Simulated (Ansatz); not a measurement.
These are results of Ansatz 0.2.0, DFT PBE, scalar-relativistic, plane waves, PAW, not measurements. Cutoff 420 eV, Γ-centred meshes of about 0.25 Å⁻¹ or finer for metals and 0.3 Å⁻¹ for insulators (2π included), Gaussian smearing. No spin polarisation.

All energies are static (0 K, no zero-point motion).

Two relaxed structures of GaSn₄S₃:

A.

Space group Pm-3m (No. 221). a = 5.814 Å, b = 5.814 Å, c = 5.814 Å, α = 90.00°, β = 90.00°, γ = 90.00°
| atom | site | symmetry | x | y | z |
| --- | --- | --- | --- | --- | --- |
| Ga | 1b | m-3m | 0.5000 | 0.5000 | 0.5000 |
| Sn | 3d | 4/mm.m | 0.5000 | 0.0000 | 0.0000 |
| Sn | 1a | m-3m | 0.0000 | 0.0000 | 0.0000 |
| S | 3c | 4/mm.m | 0.0000 | 0.5000 | 0.5000 |

B.

Space group P4/nmm:1 (No. 129). a = 4.110 Å, b = 4.110 Å, c = 24.279 Å, α = 90.00°, β = 90.00°, γ = 90.00°
| atom | site | symmetry | x | y | z |
| --- | --- | --- | --- | --- | --- |
| Ga | 2c | 4mm | 0.0000 | 0.5000 | 0.0584 |
| Sn | 2c | 4mm | 0.0000 | 0.5000 | 0.4418 |
| Sn | 2c | 4mm | 0.0000 | 0.5000 | 0.1843 |
| Sn | 2c | 4mm | 0.0000 | 0.5000 | 0.9396 |
| Sn | 2c | 4mm | 0.0000 | 0.5000 | 0.6971 |
| S | 2c | 4mm | 0.0000 | 0.5000 | 0.2939 |
| S | 2c | 4mm | 0.0000 | 0.5000 | 0.8070 |
| S | 2c | 4mm | 0.0000 | 0.5000 | 0.5505 |

**Question.** Which is lower in energy, and by how much?

**Answer.** B is lower, by 59 meV/atom. A has space group Pm-3m (No. 221), 24.6 Å³/atom and no gap on its mesh; B has space group P4/nmm (No. 129), 25.6 Å³/atom and no gap. Counting S atoms around Ga and Sn (those within 1.25 times the shortest such distance or 1.15 times the sum of covalent radii; the shortest distance is added where it is long for a bond; a slash parts the counts of unlike sites), A has Ga 6 from 2.9 Å, Sn 4 from 2.9 Å/12 from 4.1 Å and B has Ga 4 from 4.4 Å, Sn 1 from 3.2 Å/1+4. In A, around Ga lie 6 S at 2.91 Å; around Sn on a site of symmetry 4/mmm lie 2 Sn at 2.91 Å and 4 S at 2.91 Å; S is surrounded by 2 Ga at 2.91 Å and 4 Sn at 2.91 Å; 1 more site not described. In B, Ga is surrounded by 6 Sn at 2.88–3.06 Å; Sn on its first site is surrounded by 1 S at 2.64 Å and 4 S at 2.91 Å; S on its first site is surrounded by 1 Sn at 2.66 Å and 4 Sn at 2.91 Å; 5 more sites not described. Both come from trial cells of a structure search, whose lowest cell (P1, 24.9 Å³/atom) lies 17 meV/atom below the lower of the two.

No dispersion correction is applied, so the spacing and binding between layers, chains or molecules are poorly described (P4/nmm), and this can change margins and order among such cells. In Pm-3m an odd number of electrons in the primitive cell allows no gap without spin; a larger cell or a magnetic state could open one. Cells relaxed within their symmetry can be saddle points. Some types were kept out of the candidates beforehand, so the set may lack a known form.

The lower energy of B goes with a separation of metal-metal from metal-sulfur bonding. Its coordinates describe rock-salt-like Sn–S double layers alternating with a Ga–Sn double layer in which Ga has only metal neighbours. In A, cubic symmetry instead holds Ga at the centre of six S at 2.91 Å, far too long for normal Ga–S bonds, and puts one Sn on what would be an anion site of rock salt. B also lets Sn move off centre, with one S at 2.64 Å and four at 2.91 Å, as expected for Sn(II) with a stereochemically active lone pair. Relief of these constraints probably accounts for much of the 59 meV/atom.

Leaving Ga without sulfur is nonetheless chemically surprising, since Ga normally binds sulfur more strongly than Sn does and favours short, tetrahedral bonds. Both cells are ordered variants of rock salt and offer no such site, so B is better read as the preferred arrangement of this pair than as the compound's likely structure. Stability against separation into gallium sulfides, tin sulfide and metal remains untested.
